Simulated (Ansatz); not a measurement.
## Breaking a bond in BOF (fluoro(oxo)borane)

BOF has 3 atoms, charge 0, and is taken as a singlet. As SMILES, `O=BF`. The shape is that of a PBE0-D4/def2-TZVP optimisation.

| atom | x (Å) | y (Å) | z (Å) |
| --- | --- | --- | --- |
| O | 0.9831 | -0.5651 | 0.4799 |
| B | 0.0203 | -0.0116 | 0.0099 |
| F | -1.0034 | 0.5768 | -0.4898 |

The O1–B2 distance is scanned; the parts on either side stay rigid. Basis STO-3G, 3 core orbitals frozen in the correlated methods; program Ansatz 0.2.0. FCI is exact within this basis and core. Energies in eV from each method's value at 1.206 Å; methods without a U are spin-restricted. The shape above is that at 1.206 Å.

```json
{"distance (Å)": "1.206", "HF": "0.00", "PBE": "0.00", "r2SCAN": "0.00", "B3LYP": "0.00", "BHLYP": "0.00", "FCI": "0.00"}
{"distance (Å)": "1.507", "HF": "3.18", "PBE": "1.79", "r2SCAN": "2.06", "B3LYP": "2.13", "BHLYP": "2.66", "FCI": "2.05"}
{"distance (Å)": "2.412", "HF": "7.98", "PBE": "9.83", "r2SCAN": "10.03", "B3LYP": "9.67", "BHLYP": "9.35", "FCI": "8.79"}
{"distance (Å)": "3.015", "HF": "8.34", "PBE": "11.34", "r2SCAN": "11.20", "B3LYP": "10.65", "BHLYP": "10.06", "FCI": "9.03"}
```

Departure from the FCI curve at its largest: HF +1.12 eV at 1.51 Å; PBE +2.31 eV at 3.02 Å; r2SCAN +2.17 eV at 3.02 Å; B3LYP +1.62 eV at 3.02 Å; BHLYP +1.03 eV at 3.02 Å. Restricted functionals keep the electrons paired too, and rise too high.

On the FCI curve, stretching the B–O bond costs 9.03 eV by 3.015 Å, with most of the rise already present at 2.412 Å. This reflects the loss of a strong, polar σ bond and of π donation from oxygen into boron's formally empty p orbitals. Hartree–Fock is too steep at first but falls below FCI at the two longest distances, so its error isn't a uniform overestimate. A likely reason is that BF can leave as a closed-shell molecule and singlet oxygen can be partly described by paired orbitals, while Hartree–Fock misses more correlation in the intact molecule than in the fragments.

Along PBE, B3LYP and BHLYP, more exact exchange raises the energy at 1.507 Å but lowers it at both longer distances. The close agreement of r2SCAN and B3LYP with FCI at 1.507 Å therefore says little about their reliability for dissociation. Nor is the singlet rise the thermochemical bond energy, since ground-state BF and triplet oxygen correlate with a triplet surface.
